**Conventions.** $e^2$ stands for $e^2/4\pi\varepsilon_0=14.3996$ eV Å. Inputs, both typical values: one-centre repulsion of carbon $g=11.13$ eV and para distance in benzene 2.79 Å. A regular hexagon is assumed, so ortho and meta carbons lie at 1.395 and 2.416 Å. Each addition, multiplication, division or square root counts as one operation, starting from $R^2$. Intermediate values are carried unrounded.

## (a) Limits and ordering

$$\gamma_{MN}=\frac{e^2}{R+a},\qquad \gamma_{O}=\frac{e^2}{\sqrt{R^2+a^2}} .$$

Both equal $e^2/a$ at $R=0$, so $a=e^2/g=1.2938$ Å. Expansion in $a/R$ gives

$$\gamma_{MN}-\frac{e^2}{R}=-\frac{ae^2}{R^2}+\dots,\qquad \gamma_O-\frac{e^2}{R}=-\frac{a^2e^2}{2R^3}+\dots$$

Since $(R+a)^2-(R^2+a^2)=2aR>0$, we have $\gamma_{MN}<\gamma_O<e^2/R$ for $R>0$ and equal $a$. For the para pair the three values are 3.5261, 4.6822 and 5.1612 eV. Here $a/R=0.464$ is not small: the leading terms give $-2.393$ and $-0.555$ eV, the full deviations are $-1.635$ and $-0.479$ eV.

For unlike atoms let $a_i=e^2/g_i$. The Mataga–Nishimoto length $a_H=2e^2/(g_1+g_2)$ is the harmonic mean of $a_1,a_2$. The Klopman length $a_K=e^2/2g_1+e^2/2g_2$, used in the square-root form, is their arithmetic mean, and

$$\frac{a_K}{a_H}=1+\frac{(g_1-g_2)^2}{4g_1g_2}\ge 1,$$

with equality only for $g_1=g_2$, where the Klopman and Ohno formulas coincide. With different lengths, $\gamma_{MN}(a_H)<\gamma_O(a_K)$ requires $R>(a_K^2-a_H^2)/2a_H$. For a B–N pair across a hexagon of h-BN, with assumed illustrative values $g_B=7.0$ and $g_N=12.3$ eV and a typical distance of 2.90 Å, $a_H=1.492$ Å, $a_K=1.614$ Å, and the threshold is 0.127 Å. The square-root form gives the model values 4.415 eV with $a_H$ and 4.339 eV with $a_K$. Either length is computed once per pair of elements and adds nothing to the cost per pair of atoms.

## (b) A model with an exact answer

Let each centre carry the density of a Gaussian $p_z$ orbital, $\rho=(z^2/s^2)G_s$, where $G_s$ is the normalised spherical Gaussian of variance $s^2$ per axis, and let the centres be separated along $x$. Differentiation shows $\rho=(1+s^2\partial_z^2)G_s$. Two spherical clouds interact as a point charge with a Gaussian of variance $2s^2$:

$$e^2\,\frac{\operatorname{erf}(r/2s)}{r}=A\int_0^1 e^{-u^2r^2/4s^2}\,du,\qquad A=\frac{e^2}{s\sqrt\pi}.$$

Applying $(1+s^2\partial_z^2)^2$ and setting $z=0$ multiplies the integrand by $w(u)=1-u^2+\tfrac34u^4$, which is positive:

$$\gamma(R)=A\int_0^1 w(u)\,e^{-Tu^2}du,\qquad T=\frac{R^2}{4s^2}.$$

At $R=0$, $\gamma=\tfrac{49}{60}A$. Fitting this to $g$ gives $A=13.629$ eV and $s=49a/(60\sqrt\pi)=0.5961$ Å. Integration by parts yields

$$\gamma=\frac{e^2}{R}\Big(1-\frac1{2T}+\frac9{16T^2}\Big)\operatorname{erf}\sqrt T+Ae^{-T}\Big(\frac1{8T}-\frac9{16T^2}\Big).$$

With $T=1.369$, 4.107 and 5.476 the model's exact values are 7.9810 (ortho), 5.4096 (meta) and 4.7825 eV (para). "Exact" means the bare electrostatics of these clouds. In PPP theory $\gamma$ is an effective parameter that may also absorb screening, which this model does not test.

## (c) How the deviation falls

**Interpolation formulas.** At large $R$, $\gamma\to (e^2/R)(1-2s^2/R^2+9s^4/R^4)$, and $2s^2=0.4246\,a^2$. Hence

$$\gamma_{MN}-\gamma\simeq-\frac{ae^2}{R^2},\qquad \gamma_O-\gamma\simeq-0.0754\,\frac{a^2e^2}{R^3}.$$

Ohno's form has the $R^{-3}$ power of the charge–quadrupole term; the MN form has an $R^{-2}$ term that the model lacks. Neither can be refined at fixed $R$.

**Multipole sums.** $M_1,M_2,M_3$ keep one, two or three terms of the large-$R$ form. $M_1$ deviates by $+2s^2e^2/R^3$ and $M_2$ by $-9s^4e^2/R^5$ to leading order. $M_3$ equals the integral of (b) extended to $u=\infty$, so

$$M_3-\gamma=A\int_1^\infty w\,e^{-Tu^2}du\simeq \frac{3Ae^{-T}}{8T},$$

positive and decreasing with $R$. The multipole series ends at three terms.

**Taylor sums.** Expanding the exponential and keeping $n$ terms,

$$S_n=A\sum_{k=0}^{n-1}c_k\frac{(-T)^k}{k!},\qquad c_k=\frac1{2k+1}-\frac1{2k+3}+\frac{3}{4(2k+5)} .$$

The remainder of $e^{-y}$ after $n$ terms, $y\ge0$, is at most $y^n/n!$ in size, and $w>0$, so $|S_n-\gamma|\le Ac_nT^n/n!\le Ac_n(eT/n)^n$, with $e$ here the base of natural logarithms. The fall is faster than geometric, and the last bound becomes small once $n>eT$, which is 14.9 for the para pair. The terms needed grow as $R^2$.

## (d) Work and memory

Zero differential overlap keeps $P=N(N+1)/2$ integrals out of $P(P+1)/2\sim N^4/8$ for $N$ real orbitals: 21 of 231 for benzene. This $N^2/2$ storage is common to all methods. The work is $N(N-1)/2$ pairs, 15 for benzene, times the count per pair; the equivalence of pairs by symmetry is not exploited, and sorting pairs by distance is not counted.

- MN: root, addition, division, 3. Ohno: addition, root, division, also 3. One stored length per pair of elements.
- $M_1$: root and division, 2. With stored coefficients $d_j$, the nested forms $M_2=(d_0+d_1/R^2)/\sqrt{R^2}$ and $M_3=\big(d_0+(d_1+d_2/R^2)/R^2\big)/\sqrt{R^2}$ take 4 and 6. They store two and three coefficients.
- $S_n$: Horner scheme in $R^2$, $2(n-1)$ operations and $n$ stored coefficients.

## (e) Tables

Deviation from the model's exact value, in eV:

| method | operations | ortho | meta | para |
|---|---|---|---|---|
| MN | 3 | −2.626 | −1.528 | −1.256 |
| Ohno | 3 | −0.413 | −0.156 | −0.100 |
| $M_1$ | 2 | +2.341 | +0.550 | +0.379 |
| $M_2$ | 4 | −1.428 | −0.175 | −0.093 |
| $M_3$ | 6 | +1.669 | +0.0232 | +0.0042 |

Taylor sums, as $n$: deviation in eV:

| ortho | meta | para |
|---|---|---|
| 4: −0.1262 | 10: −0.1299 | 14: −0.0632 |
| 5: +0.0292 | 11: +0.0453 | 15: +0.0220 |
| 6: −0.0058 | 12: −0.0146 | 16: −0.0072 |
| 7: +0.0010 | 13: +0.0043 | 17: +0.0022 |

Shorter sums deviate more than the first row; at ortho, $S_2$ (2 operations) gives $-1.338$ and $S_3$ (4 operations) $+0.456$ eV. At para, $S_{18}$ gives $-0.0006$ eV.

## (f) Cheapest choice for a stated accuracy

Every pair must meet the tolerance; benzene has 6 ortho, 6 meta and 3 para pairs. Operations per pair stand in brackets.

| tolerance (eV) | ortho | meta | para | total |
|---|---|---|---|---|
| 0.5 | Ohno (3) | Ohno (3) | $M_1$ (2) | 42 |
| 0.05 | $S_5$ (8) | $M_3$ (6) | $M_3$ (6) | 102 |
| 0.005 | $S_7$ (12) | $S_{13}$ (24) | $M_3$ (6) | 234 |

Ohno alone meets 0.5 eV with 45 operations. MN meets none of the tolerances. A single Taylor sum for 0.05 eV needs $n=15$ and 420 operations, 4.1 times the mixed choice. Tightening the tolerance a hundredfold costs a factor 5.6, or 2.2 when the 8 operations per pair for $R^2$ are included.

## (g) Best choice inside a budget

| operations per pair | ortho | meta | para | largest deviation (eV) |
|---|---|---|---|---|
| 3 | Ohno | Ohno | Ohno | 0.413 |
| 8 | $S_5$ | $M_3$ | $M_3$ | 0.0292 |
| 24 | $S_{13}$ | $S_{13}$ | $M_3$ | 0.0043 |
| 34 | $S_{18}$ | $S_{18}$ | $S_{18}$ | 0.0006 |

From 10 to 21 operations the largest deviation stays at 0.0232 eV. The meta pair is the bottleneck: $M_3$ cannot be refined, and the Taylor sum overtakes it only at $n=12$, 22 operations.

## (h) Large sheets

In a large planar carbon sheet described by the same model, nearly all pairs are distant. At 0.005 eV, $M_3$ serves from 2.79 Å outward and $M_1$ beyond about 13 Å, whereas MN reaches this tolerance only beyond about 60 Å. The number of close pairs grows as $N$, so the mixed scheme tends to 2 operations per pair, $N^2$ in all, against $3N^2/2$ for either interpolation formula. Summed over distant partners of one site at areal density $\sigma$, from $R_0$ to $L$, the MN deviation is $-2\pi\sigma ae^2\ln(L/R_0)$ at leading order and grows with the sheet, while the Ohno deviation tends to the finite value $-2\pi\sigma\,(0.0754\,a^2e^2)/R_0$. Within this unscreened model Ohno's formula is the best three-operation choice for the benzene ring, and accuracies beyond its 0.4 eV require a Taylor sum for the ortho pair. Ohno's formula still serves the meta pair down to 0.156 eV and the para pair down to 0.100 eV. Below these values multipole sums are the cheaper choice, down to 0.0232 eV for meta and 0.0042 eV for para, and tighter tolerances need Taylor sums for these pairs as well.